**Question**

The table gives core energies of six free doubly charged ions from relativistic Dirac-Fock calculations without correlation. Z is the nuclear charge and N the number in the column "electrons". The K and L3 binding energies are the energies needed to remove a 1s and a 2p₃/₂ electron, and Kα1 is the photon energy when a 2p₃/₂ electron fills a 1s hole.

K and L3 binding energies and Kα1 line energies of free doubly charged ions in their tabulated ground configurations, computed with Radial Dirac-Fock and Kohn-Sham solver 2. The method is Dirac-Fock ΔSCF for the average of configuration, with a finite nucleus, first-order frequency-dependent Breit interaction, self-energy and vacuum polarisation, and no correlation.

```tsv
species	Z	electrons	Kα1 (eV)	K binding energy (eV)	L3 binding energy (eV)
Sc2+	21	19	4089.8	4517.7	427.92
Lu2+	71	69	54064.9	63336.3	9271.4
F2+	9	7	n/a	752.0	n/a
Cl2+	17	15	2624.4	2863.3	238.85
Br2+	35	33	11923.3	13508.8	1585.5
I2+	53	51	28610.2	33199.0	4588.9
```

A one-electron level with screened charge z = Z − s is bound, to first order in (zα)², by

E = (Ry z²/n²) [1 + ((zα)²/n²)(n/(j + ½) − ¾)], with Ry = 13.606 eV and 1/α = 137.04.

(a) Obtain a formula for Kα1 with s = 1 in both levels.
(b) Explain why a fixed s can serve for the line but not for a binding energy.
(c) With s = 2.26√N for L3, estimate all three energies of Br²⁺ and Lu²⁺.
(d) Judge the accuracy of the rule and say where it should not be used.

**Model answer**

(a) For 1s (n = 1, j = ½) the energy is Ry z²[1 + (zα)²/4]. For 2p₃/₂ (n = 2, j = 3/2) it is (Ry z²/4)[1 + (zα)²/16]. The difference of the relativistic coefficients is 1/4 − 1/64 = 15/64, and dividing by ¾ gives

Kα1 = 10.204 eV × (Z − 1)² × [1 + (5/16)((Z − 1)α)²].

This is Moseley's law with its first relativistic correction, and nothing in it is fitted. The correction comes almost wholly from the 1s level, whose electron moves at a speed of order zα in units of c. It grows from 0.43% of the Moseley term in Cl²⁺ to 8.15% in Lu²⁺.

(b) A spherical electron shell exerts no net force at points inside it, but it does raise the potential energy of an electron there by a constant. The M, N and outer shells therefore weaken the binding of 1s and 2p by nearly the same amount, and that amount grows with every shell added. A binding energy carries this shift in full. A line is a difference of two binding energies, and the shift drops out of it. In the table Kα1 equals K minus L3 to 0.1 eV in all five rows that have a line, so only two columns are independent.

This electrostatic argument is theory, and the table shows its consequence. Solving the formulas for the s that reproduces each value gives 1.00 to 1.19 for the five lines, though the low value for Lu²⁺ (1.01) is an effect of the truncated expansion, as the remarks explain. For K it rises steadily from 2.51 (Cl²⁺) to 4.69 (Lu²⁺), and for L3 from 8.62 to 19.02. The L3 number climbs faster because a shift ΔE costs Δs ≈ n²ΔE/(2 Ry z), four times as much for n = 2, and more since z is smaller there.

(c) Br²⁺, Z = 35, N = 33. For the line z² = 34² = 1156 and (zα)² = 0.0616, so the bracket is 1.0192. Then 10.204 × 1156 = 11796 eV, and with the bracket 12023 eV, against 11923.3 eV in the table: 0.84% high. For L3, s = 2.26 × 5.745 = 12.98, z = 22.02 and z² = 485, so 3.401 × 485 × 1.0016 = 1652 eV, against 1585.5 eV: 4.2% high. K is the sum, 12023 + 1652 = 13675 eV, 1.2% above 13508.8 eV.

Lu²⁺, Z = 71, N = 69. Here z² = 4900, the Moseley term is 50001 eV and the bracket 1.0815, giving about 54080 eV, 0.02% above 54064.9 eV. For L3, s = 18.77 and z² = 2728, so 3.401 × 2728 × 1.0091 = 9362 eV, 1.0% high. K comes to about 63440 eV, 0.16% high.

(d) Relative to the table, the five lines are reproduced within 0.84%, whereas Moseley's term alone is 3.6% low for I²⁺ and 7.5% low for Lu²⁺. L3 errors run from −3.1% (Cl²⁺) to +4.2% (Br²⁺), and K as a sum holds within 1.2% for those five rows. One proton more changes Kα1 by about 2/(Z − 1), some 6% at bromine and 3% at lutetium, so the rule identifies the element. The absolute error of the line reaches 224 eV (I²⁺), so the rule says nothing about charge state or fine detail. It has been tested on five ions with Z from 17 to 71, charge +2 and a closed 2p shell, and should not be used outside that range without a new check.

**Remarks on the reasoning**

The constant 2.26 comes from a least-squares fit of the relative L3 errors of the five rows with an L3 value, both worked rows among them. Refitted without Br²⁺ the rule is 5.1% high for that ion, and without Lu²⁺ 1.2% high for Lu²⁺. The square root is empirical. A free power fit gives s ∝ N^0.52, steeper than the Z^(1/3) that Thomas-Fermi scaling suggests for very heavy atoms, and since N = Z − 2 throughout, a dependence on N cannot be told from one on Z. The growth itself is beyond doubt, because the best constant s is wrong by −33% for Cl²⁺ and +38% for Lu²⁺. That Br²⁺ needs the largest s/√N (2.34) may reflect its recently completed 3d shell. This is a guess, and Lu²⁺ with a full 4f shell shows no such excess over I²⁺.

The picture of the one remaining 1s electron screening one unit of charge helps to remember s = 1, but the number is a lumped one. It also absorbs the screening by the L electrons and the effects that separate an orbital energy from a removal energy. The same calculations show the size of these effects: the K binding energy lies 30.5 eV below the Koopmans (orbital-energy) value in Cl²⁺ and 390.1 eV below it in Lu²⁺. Relaxation of the other electrons around the hole makes up 91% of that gap in Cl²⁺, 86% in Sc²⁺ and 63% in Br²⁺. The remainder is the magnetic Breit interaction and the QED terms, which grow as higher powers of Z and on balance weaken the 1s binding. In Br²⁺ they amount to 81.2 − 51.3 ≈ 30 eV for K and 28.9 − 27.2 ≈ 2 eV for L3, which accounts for under a third of the 100 eV by which the rule overshoots the line. Outer electrons that penetrate the core should add to the overshoot, because their repulsion is strongest at the nucleus and so weakens 1s slightly more than 2p. That share is expected from theory and not computed here.

Full marks require distrust of the Lu²⁺ result. The expansion drops terms in (zα)⁴ and higher, worth 8 eV in the Br²⁺ line but 672 eV in Lu²⁺. The unexpanded Dirac formula with s = 1 is 1.27% high there, and its error rises with Z in all five rows. The 0.02% is thus a cancellation between the dropped terms and an overshoot. Breit and QED terms and the finite nucleus all act to cause such an overshoot, though their shares in Lu²⁺ are not separated here. The practical reading is that an ion between bromine and iodine should come out roughly 0.8% high, as both neighbours do, while beyond Z = 71 the dropped terms grow quickly and nothing guarantees that the balance persists.

At the light end the rule breaks for a chemical reason. In F²⁺ the 2p shell is the half-filled valence shell, so L3 is no core level, and the sum formula gives 685 eV for K, 8.9% below 752.0 eV; this row took no part in the fit. The sign agrees with a 1s electron less screened than a full L shell implies. The 1s formula used directly with s = 0.62√N, fitted the same way to all six K values, stays within 2% everywhere. It is closer than the sum for F²⁺, Br²⁺ and I²⁺ and further off for Cl²⁺, Sc²⁺ and Lu²⁺.

The argument of (b) also predicts the effect of charge, which a single charge state cannot test. Removing a valence electron takes away part of the flat potential, raising K and L3 together by something of the order of ten electronvolts and leaving Kα1 far less changed. That matters for an L3 energy of 238.85 eV and hardly for one of 9271.4 eV. Whether s = 2.26√N follows this shift when N changes at fixed Z is untested, so the L3 rule needs a new check before it is used for neutral atoms or solids, above all for light elements. All errors quoted are against this calculation, whose values are configuration averages (over j as well, except in Lu²⁺) without correlation: they hold no multiplet structure, and their decimals do not express accuracy.
